**How do the reflection $R$ and the conductance of a symmetric Y-splitter respond to a junction potential, a magnetic field, or a gate on one arm?**

## Sum rules

Each arm carries one spin-degenerate mode, spin is conserved, and $T=0$. Outgoing amplitudes are $b=Sa$, flux-normalised so that $|a_j|^2-|b_j|^2$ is the current in arm $j$, and $T_{jl}=|S_{jl}|^2$ refers to $l\to j$. Current conservation for every $a$ gives $S^\dagger S=1$, and $SS^\dagger=1$ since $S$ is square. Split the arms into two groups with $N_1$, $N_2$ open modes, $S=\begin{pmatrix}r&t'\\t&r'\end{pmatrix}$. Then $t^\dagger t=1-r^\dagger r$, $t't'^\dagger=1-rr^\dagger$, and $A^\dagger A$, $AA^\dagger$ share nonzero eigenvalues. Hence $t^\dagger t$, $tt^\dagger$, $t'^\dagger t'$, $1-r^\dagger r$ share at most $\min(N_1,N_2)$ nonzero eigenvalues $T_n\le1$, at any field. For arm 1 against arms 2 and 3 there is one:
$$T_1=1-R=T_{21}+T_{31}=T_{12}+T_{13}.$$
With arms 2 and 3 grounded, $G=(2e^2/h)T_1$, where $2e^2/h=77.48\ \mu$S.

**Predict:** can the symmetric splitter be reflectionless at $B=0$?

Threefold symmetry makes $S$ circulant,
$$S_{jl}=\tfrac13\sum_{m=0,\pm1}e^{i\alpha_m}\omega^{m(j-l)},\qquad\omega=e^{2\pi i/3}.$$
Time reversal, $S=S^T$, forces $\alpha_{\pm1}=\beta$, so $R=1-\tfrac89\sin^2\frac{\alpha_0-\beta}{2}\ge\tfrac19$. The answer is no. The optimum $\alpha_0-\beta=\pi$ has $T_{21}=T_{31}=4/9$.

## Point-vertex model

Take $x\ge0$ outward, equal masses, $\psi$ continuous and $\sum_j\psi_j'(0)=\kappa\psi(0)$. A wave $e^{-ik_1x}+re^{ik_1x}$ in arm 1 gives the amplitude $\tau=1+r=2k_1/(\sum_jk_j+i\kappa)$ in both other arms. Flux normalisation multiplies it by $\sqrt{k_j/k_1}$:
$$S_{jl}=\frac{2\sqrt{k_jk_l}}{k_1+k_2+k_3+i\kappa}-\delta_{jl}.$$
Equal $k_j=k$ and $\kappa=0$ give the optimum.

## Change 1: junction potential

**Predict:** does an attractive $\kappa<0$ help?

Symmetry survives, so $R$ cannot fall below $1/9$. Indeed $T_{21}=4/(9+\kappa^2/k^2)$ is even in $\kappa$, and $\kappa=\pm k$ gives $R=0.200$.

## Change 2: perpendicular field, finite-area junction

**Predict:** which quantities change linearly in $B$?

Reciprocity, $S(B)=S^T(-B)$, makes $R$ even in $B$ and splits $\alpha_{\pm1}=\beta\pm\delta$ with $\delta$ odd. So $T_{21}-T_{12}$ can be linear, but the sum rule pins $T_{21}+T_{31}$ to second order. Holding $\alpha_0-\beta=\pi$,
$$R=\tfrac19(2\cos\delta-1)^2,\qquad T_{21}=\tfrac19(1+\cos\delta+\sqrt3\sin\delta)^2,$$
and $T_{31}=T_{12}$ follows from $T_{21}$ by $\delta\to-\delta$. For small $\delta$, $\Delta R\approx-2\delta^2/9$ and $T_{21}-T_{12}\approx8\sqrt3\,\delta/9$. At an illustrative $\delta=0.2$ the full formulas give $-0.0087$ and $0.303$. At $\delta=\pi/3$, $R=0$ and $T_{21}=1$, a circulator.

A drift $\epsilon$ of $\alpha_0-\beta$ adds $2\epsilon^2/9$ to $R$. The orbital drift is $O(B^2)$ and so enters at fourth order. The Zeeman drift is linear, with $\epsilon/\delta$ of order $|g|m^*/2m_e\approx0.015$ for typical GaAs values $|g|\approx0.44$, $m^*\approx0.067\,m_e$, which is negligible.

## Change 3: gate on arm 3

Let the Fermi level lie $E=10$ meV above the subband bottoms (illustrative) and raise that of arm 3 by $V$, so $k_3=k\sqrt{1-V/E}$.

**Predict:** does obstructing arm 3 lower $G$?

Symmetry is broken, so the $1/9$ bound lapses. As $k_3\to0$ the vertex becomes a plain wire, so $G$ rises. With $R=[k_3/(2k+k_3)]^2$, $V=7.5$ meV ($k_3=k/2$) gives $R=0.040$. Unnormalised amplitudes would give $R+2|\tau|^2=1.32$, not 1. The $2\times2$ matrix $tt^\dagger$ has eigenvalues $0.96$ and $0$.

**Predict:** what happens for $V>E$?

Now $k_3=iq$ with $q=k\sqrt{V/E-1}$. The mode is evanescent, carries no current and leaves $S$, whose open $2\times2$ block is unitary alone. Its tail acts as $\kappa=q$ on a two-arm vertex, so $T_{21}=4k^2/(4k^2+q^2)$ and $G$ falls again. It peaks at $V=E$.

## The model's numbers

| Case | $R$ | $T_{21}$ | $T_{31}$ | $G$ ($\mu$S) |
|---|---|---|---|---|
| optimum | 0.111 | 0.444 | 0.444 | 68.9 |
| $\kappa=\pm k$ | 0.200 | 0.400 | 0.400 | 62.0 |
| $\delta=0.2$ | 0.102 | 0.600 | 0.297 | 69.5 |
| $V=7.5$ meV | 0.040 | 0.640 | 0.320 | 74.4 |
| $V=10$ meV | 0 | 1 | 0 | 77.5 |
| $V=20$ meV | 0.200 | 0.800 | closed | 62.0 |

A finite junction has energy-dependent eigenphases and other entries, but the sum rules still hold, and so does $G\le68.9\ \mu$S for any symmetric splitter of this kind at $B=0$.